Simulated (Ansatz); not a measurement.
**How methods differ on AlH3Cl− (SMILES [H][Al-]([H])([H])[Cl])**

The species is AlH3Cl− (5 atoms), meant as a singlet with charge -1. SMILES: `[H][Al-]([H])([H])[Cl]`. The shape comes from GFN2-xTB, which is rough for such elements, and wasn't checked as a minimum.

```xyz
5

Al   -0.0024    0.0004   -0.1342
Cl    0.0138   -0.0184    1.9618
H     1.5321    0.0117   -0.6170
H    -0.7754    1.3344   -0.5904
H    -0.7681   -1.3281   -0.6202
```

Quantity: the energy change with the Al1–H4 bond stretched from 1.608 to 2.412 Å, in eV. The values are calculated.

```csv
level,kind,program,value (eV),less FCI/STO-3G
HF/STO-3G (restricted),Hartree–Fock,Ansatz,3.88,+0.61
BLYP/STO-3G (restricted),GGA,Ansatz,2.76,-0.51
revPBE/STO-3G (restricted),GGA,Ansatz,2.79,-0.48
r2SCAN/STO-3G (restricted),meta-GGA,Ansatz,3.04,-0.23
B3LYP/STO-3G (restricted),global hybrid,Ansatz,3.05,-0.22
r2SCAN0/STO-3G (restricted),hybrid meta-GGA,Ansatz,3.30,+0.03
HSE06/STO-3G (restricted),range-separated hybrid,Ansatz,3.18,-0.09
BCCD(T)/STO-3G (restricted),coupled cluster or CI,Ansatz,3.27,0.00
FCI/STO-3G,exact in the basis,Ansatz,3.27,0.00
```

FCI/STO-3G is exact within its basis and frozen core, so for wave-function methods in that basis the difference is their error; functionals converge differently with the basis, so for them it is only a difference. Spin-restricted single references rise too steeply as a bond breaks, Hartree–Fock most of all. Sets without diffuse functions describe the anion poorly. The first shape isn't each level's own minimum. The values span 2.76 to 3.88 eV. All rows use very small basis sets, so even the best lies far from the true value.

Stretching the Al–H bond costs 3.27 eV at the FCI level, and BCCD(T) reproduces this to the printed precision. Hartree–Fock lies highest at 3.88 eV, while the two GGAs lie lowest. As the bond lengthens, the σ–σ* gap narrows and the electron pair gains left–right correlation by mixing in the configuration with σ* doubly occupied. Hartree–Fock lacks this stabilisation, which is larger in the stretched structure than at the start, so it overestimates the cost. Semilocal exchange probably mimics part of this correlation, which would explain why the cost rises from BLYP to B3LYP and from r2SCAN to r2SCAN0 as exact exchange is mixed in.

The agreement of BCCD(T) with FCI suggests that the stretched bond is still within reach of a single reference with connected triples, but it doesn't establish the same accuracy further out. Nor does a single stretched point give a dissociation energy or show whether the bond would ultimately release hydride or a hydrogen atom.
